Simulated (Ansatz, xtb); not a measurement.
Relative energy of two isomers of C3H11GaGe

We compare I, `[CH3][Ga]([CH3])[CH2][GeH3]`, a singlet, with II, `[CH3][GaH][C@@H](C)[GeH3]`, a singlet. Both are isolated molecules in the gas phase, relaxed with B3LYP/def2-SVP, each in the lowest conformer that the search found.

Question: Estimate E(II) − E(I) at the level CCSD(T)/def2-SVP + ΔMP2/def2-TZVPP.

Answer: Calculated at CCSD(T)/def2-SVP + ΔMP2/def2-TZVPP: E(II) − E(I) = +12.5 kcal/mol, so structure I lies lower.

How the difference moves with the method:

```csv
level,geometry,E(II) − E(I) (kcal/mol),departure from the last row (kcal/mol),"job, with rough time for the two"
GFN2-xTB,GFN2-xTB,−1.6,−14.1,"optimisation, 0.45 s"
HF/STO-3G,GFN2-xTB,+13.6,+1.1,"single point, 5.1 s"
r2SCAN-D4/def2-SVP,GFN2-xTB,+10.5,−2.0,"single point, 6.6 s"
B3LYP/def2-SVP,B3LYP/def2-SVP,+10.7,−1.7,"optimisation, 2.4 min"
HF/def2-SVP,B3LYP/def2-SVP,+10.9,−1.6,part of the CCSD(T) run
MP2/def2-SVP,B3LYP/def2-SVP,+10.1,−2.4,part of the CCSD(T) run
CCSD(T)/def2-SVP,B3LYP/def2-SVP,+9.4,−3.1,single point
CCSD(T)/def2-SVP + ΔMP2/def2-TZVPP,B3LYP/def2-SVP,+12.5,,"single point, 2.6 min"
```

As drawn, II has 1 C–C, 1 Ga–H in place of 1 C–Ga, 1 C–H.

GFN2-xTB puts the two in the other order. The largest departure from CCSD(T)/def2-SVP + ΔMP2/def2-TZVPP is that of GFN2-xTB, 14.1 kcal/mol. The last row adds to CCSD(T) the change of the MP2 difference between the two basis sets, here +3.1 kcal/mol, a large step that makes the value less sure.

With thermal terms from frequencies at re-optimised GFN2-xTB minima (ideal gas, soft modes damped towards free rotors, one conformer each, 298.15 K, 1 atm): the zero-point term adds −0.5 kcal/mol; ΔH is +11.5 and ΔG +13.0 kcal/mol.

The correlated steps freeze 21 core orbitals; the filled d shell of Ga and Ge is correlated, in a basis made for valence electrons. Mirror images aren't counted in ΔG. Run with Ansatz 0.2.0, xtb 6.7.1; the last row on 2 threads of Intel(R) Xeon(R) Platinum 8488C (Sapphire Rapids) on a shared host.

The preference for I, with both methyl groups on gallium, follows mainly from the exchange of bonds. II gains a C–C bond but gives up a strong C–H bond for a much weaker Ga–H bond, and the C–C bond's advantage over Ga–C doesn't make up for this. Hartree–Fock already gives the right sign and most of the gap, so the preference doesn't depend on electron correlation, which in the small basis narrows it slightly. Only GFN2-xTB reverses the order, probably through an imbalance in its parametrised Ga–H and Ga–C bond energies. The closeness of HF/STO-3G to the final value is best read as cancellation of errors.

Entropy favours I a little further, probably because a methyl group on three-coordinate gallium turns almost freely, whereas one on carbon meets a higher barrier. The ordering applies to the monomers and needn't carry over to the condensed phase, where gallium hydrides tend to associate through Ga–H–Ga bridges, which would favour II.
